**Question.** Electrons are added one at a time to a spherical parabolic well of frequency $\omega$, treated with spin-polarised PBEsol. For $N$ electrons of total energy $E(N)$, $\mu(N)=E(N)-E(N-1)$ is the chemical potential, $D(N)=\mu(N+1)-\mu(N)$ the addition energy and $\varepsilon(N)$ the highest eigenvalue. Energies are in effective hartree, lengths in effective bohr.

Spin-polarised Kohn-Sham PBEsol calculations with radks version 2 (radial solver, Libxc) for a spherical dot in the well $\omega^2r^2/2$, $\omega=0.186$ hartree*; * marks effective atomic units. Shells are m-averaged and filled by a greedy search that can miss a lower state; levels are numbered by radial order. Chemical potential is E(N)-E(N-1), addition energy E(N+1)+E(N-1)-2E(N).

```tsv
electrons	chemical potential (hartree*)	unpaired electrons	rms radius (bohr*)	highest eigenvalue (hartree*)	highest level	addition energy (hartree*)
1	0.2825	1	2.865	0.4023	1s up	n/a
2	0.5703	0	3.250	0.6755	1s up	0.3344
3	0.9047	1	3.732	0.9947	1p up	0.1803
4	1.085	2	4.046	1.175	1p up	0.1776
5	1.263	3	4.295	1.350	1p up	0.2117
6	1.474	2	4.527	1.551	1p down	0.1542
7	1.629	1	4.727	1.706	1p down	0.1538
8	1.782	0	4.907	1.858	1p up	0.2415
9	2.024	1	5.108	2.093	1d up	0.1382
10	2.162	2	5.287	2.231	1d up	0.1364
11	2.298	3	5.450	2.366	1d up	0.1342
12	2.433	4	5.599	2.499	1d up	0.1320
13	2.565	5	5.739	2.630	1d up	n/a
```

(a) Which rows break the trend of $D$? (b) Build a smooth baseline from the table without adjustable constants and size the breaks. (c) Name their causes. (d) What would change without spin polarisation, or in a stiffer well?

**Model answer**

(a) Every added electron is repelled by those already present, so $D$ is positive, and it drifts down as the cloud swells and the repulsion weakens. Three rows stand above both neighbours: $N=2$, $5$ and $8$. The level and spin columns show high-spin filling in the order 1s, 1p up, 1p down, 1d up. The first and last peaks thus close a shell, and the middle one half fills 1p. At the closed shells nothing is unpaired, so the label "up" marks one of two degenerate spins.

(b) Janak's theorem says that the derivative of $E$ with respect to the occupation of a level is the eigenvalue of that level. Hence $\mu(N+1)$ is the mean eigenvalue of the receiving level while it takes up the electron. Define $d(N)=\varepsilon(N)-\mu(N)$. If the eigenvalue rises linearly during the step, the mean is the midpoint, and $\mu(N+1)$ lies $d(N+1)$ above the place of that level in the $N$-electron dot. By definition $\mu(N)$ lies $d(N)$ below $\varepsilon(N)$, so

$$D(N)=d(N)+d(N+1)+g(N),$$

where $g$ is the distance from the highest occupied level to the receiving one. It vanishes when the same shell and spin go on filling.

The baseline is $d(N)+d(N+1)$, with nothing fitted to any row. It carries no peaks, since $d$ never rises along the series. Eight rows continue a spin-shell and serve as controls. In them the largest excess of $D$ over the baseline is $0.0010$, inside a rounding error of $0.002$.

For $N=8$ the estimate runs

$$d(8)=1.858-1.782=0.076,\qquad d(9)=2.093-2.024=0.069,$$

$$g(8)=0.2415-0.076-0.069=0.0965 .$$

The same steps give $0.139$ at $N=2$ and $0.048$ at $N=5$. The half-shell break is about half the one at $N=8$, yet over twenty times the rounding. All rows are in the printed output below.

(c) At the closed shells the next electron must enter a new spatial shell, which in the bare well costs $\omega$. The excesses are smaller, $0.75\,\omega$ at $N=2$ and $0.52\,\omega$ at $N=8$. Theory argues why: by Poisson's equation the Hartree potential, averaged over the three directions, curves downward wherever there is charge, which cancels part of the curvature of the well. The electrons move in a softer, flatter well with closer shells, the more so as the dot fills. Exchange and correlation shift the levels too, and the numbers show only the net reduction.

At $N=5$ no spatial shell opens: the highest level turns from 1p up to 1p down and the unpaired count starts to fall. Electrons of the same spin avoid each other, so each up electron gained exchange energy from a growing majority. The sixth electron joins a minority of one: it still has exchange with the 1s electron of its own spin, but none with the three 1p up electrons, so it gains less. Correlation, stronger between opposite spins, makes up for part of the loss. The break is the exchange splitting of 1p, the standard physics behind Hund's first rule; the table shows the spin flip, and the cause is argued from it.

The radius column separates the two kinds of break without using energies. The second difference of $N\,r_{\rm rms}^2$ measures how much more area the next electron adds than the last one did, and a new shell of the bare well raises it by $1/\omega=5.38$. It stands $4.70$ above the following row at $N=2$ and $3.34$ above its neighbours at $N=8$. At $N=5$ the kink is only $1.08$, as suits an electron that keeps its shell but is held less tightly by exchange.

(d) With both spins forced to equal occupation, up and down 1p levels coincide, so the half-shell peak would vanish and the closed-shell peaks remain. In a stiffer well the level spacing grows as $\omega$ and the repulsion only as $\sqrt{\omega}$, the inverse size, so the closed-shell excess should move towards $\omega$. The exchange argument also suggests a peak at half-filled 1d, $N=13$, unless a 2s up level lies close above and takes the next electron without loss of exchange; this series leaves it untested.

**Remarks on the reasoning**

Reading the excess as a level gap leans on linearity, and the controls test it only for partly filled spin-shells. It fails when a spin channel starts empty, because semilocal exchange varies steeply at low density. For the first electron the midpoint rule gives $0.341$ against $\mu=0.2825$. The excess of $0.063$ at $N=1$, a half-filled 1s shell whose partner enters the empty down channel, fits a half-shell break, but since the baseline fails there it measures neither the break nor a gap. Some curvature may also sit in the three peaks, which all begin a new spin-shell.

The size of the breaks is safer than their reading as gaps. Measured against the mean $D$ of the two neighbours, they are $0.046$ at $N=5$ and $0.096$ at $N=8$, close to the values above. An answer that takes $\varepsilon$ for a removal energy loses marks, since it exceeds $\mu$ in every row. For the exact functional $d$ would be zero and the charging energy would appear as a jump of the potential at integer $N$. The positive $d$ is the curvature error of a semilocal functional, seen bare at $N=1$, where $\varepsilon$ lies 44% above the exact energy $1.5\,\omega$ and $\mu$ only 1.3% above.

The smoothness of the control rows is partly imposed. Averaging over $m$ spreads an open shell into a sphere, so deformation and orbital fine structure are forbidden there. From $N=9$ on, the search may also have passed over a lower state using 2s, which is degenerate with 1d in the bare well.

Printed output of the fit:

```
energies in hartree*, lengths in bohr*; d = eps - mu; base = d(N)+d(N+1); excess = D - base
K = second difference of N*rms^2 (bohr*^2); +- = largest rounding error; D(1) = mu(2)-mu(1)
 N level   unp      D      d   base  excess     +-  D*rms     K    +-
 1 1s up    1 0.2878 0.1198 0.2250 +0.0628 0.0003 0.825  4.71 0.01
 2 1s up    0 0.3344 0.1052 0.1952 +0.1392 0.0003 1.087  7.74 0.03
 3 1p up    1 0.1803 0.0900 0.1800 +0.0003 0.0011 0.673  3.04 0.05
 4 1p up    2 0.1776 0.0900 0.1770 +0.0006 0.0021 0.719  3.06 0.07
 5 1p up    3 0.2117 0.0870 0.1640 +0.0477 0.0021 0.909  3.97 0.09
 6 1p down  2 0.1542 0.0770 0.1540 +0.0002 0.0021 0.698  2.72 0.11
 7 1p down  1 0.1538 0.0770 0.1530 +0.0008 0.0021 0.727  2.77 0.13
 8 1p up    0 0.2415 0.0760 0.1450 +0.0965 0.0021 1.185  5.98 0.16
 9 1d up    1 0.1382 0.0690 0.1380 +0.0002 0.0021 0.706  2.50 0.18
10 1d up    2 0.1364 0.0690 0.1370 -0.0006 0.0021 0.721  2.51 0.21
11 1d up    3 0.1342 0.0680 0.1340 +0.0002 0.0021 0.731  2.25 0.24
12 1d up    4 0.1320 0.0660 0.1310 +0.0010 0.0021 0.739  2.53 0.27
13 1d up    5 d = 0.0650; D needs N = 14, not in the table
largest |mu(N+1)-mu(N) - D(N)|, N=2-12: 0.0008
same spin-shell keeps filling (8 rows): worst excess +0.0010 at N=12, rounding 0.0021
N=2: excess 0.1392 = 0.75 omega = 42% of D = 557 x rounding
N=5: excess 0.0477 = 0.26 omega = 23% of D = 23 x rounding
N=8: excess 0.0965 = 0.52 omega = 40% of D = 47 x rounding
excess ratios: N=8/N=2 0.69, N=5/N=8 0.49, N=5/N=2 0.34
N=5: mean D of neighbours 0.1659, D above it by 0.0458; K above neighbours by 1.08
N=8: mean D of neighbours 0.1460, D above it by 0.0955; K above neighbours by 3.34
N=2: D above D(3) by 0.1541; K above K(3) by 4.70
bare well: shell gap omega 0.186, step of <r^2> per shell 1/omega = 5.38 bohr*^2
eigenvalue steps eps(N+1)-eps(N): 2: 0.319, 3: 0.180, 4: 0.175, 5: 0.201, 6: 0.155, 7: 0.152, 8: 0.235, 9: 0.138
D*rms in the 8 rows: 0.673 to 0.739, mean 0.714, spread 9%
N=3 to 4: D changes -1.5%, 1/rms changes -7.8%
N=6 to 7: D changes -0.3%, 1/rms changes -4.2%
N=9 to 12: D changes -4.5%, 1/rms changes -8.8%
N=3 to 12: D changes -26.8%, 1/rms changes -33.3%
N=4 to 6: D changes -13.2%, 1/rms changes -10.6%
N=7 to 9: D changes -10.1%, 1/rms changes -7.5%
N=1 exact energy 0.2790, table 0.2825 (+1.3%); eps +44%
N=1 exact rms 2.840, table 2.865 (+0.9%)
step 0 to 1, empty spin channel: linear mean 0.3407 against mu 0.2825, off by +0.0582
d falls from 0.1198 (N=1) to 0.0650 (N=13), ratio 0.54; rms ratio 2.00
rows with highest-spin count for 1s, 1p, 1d filling: 13 of 13
```
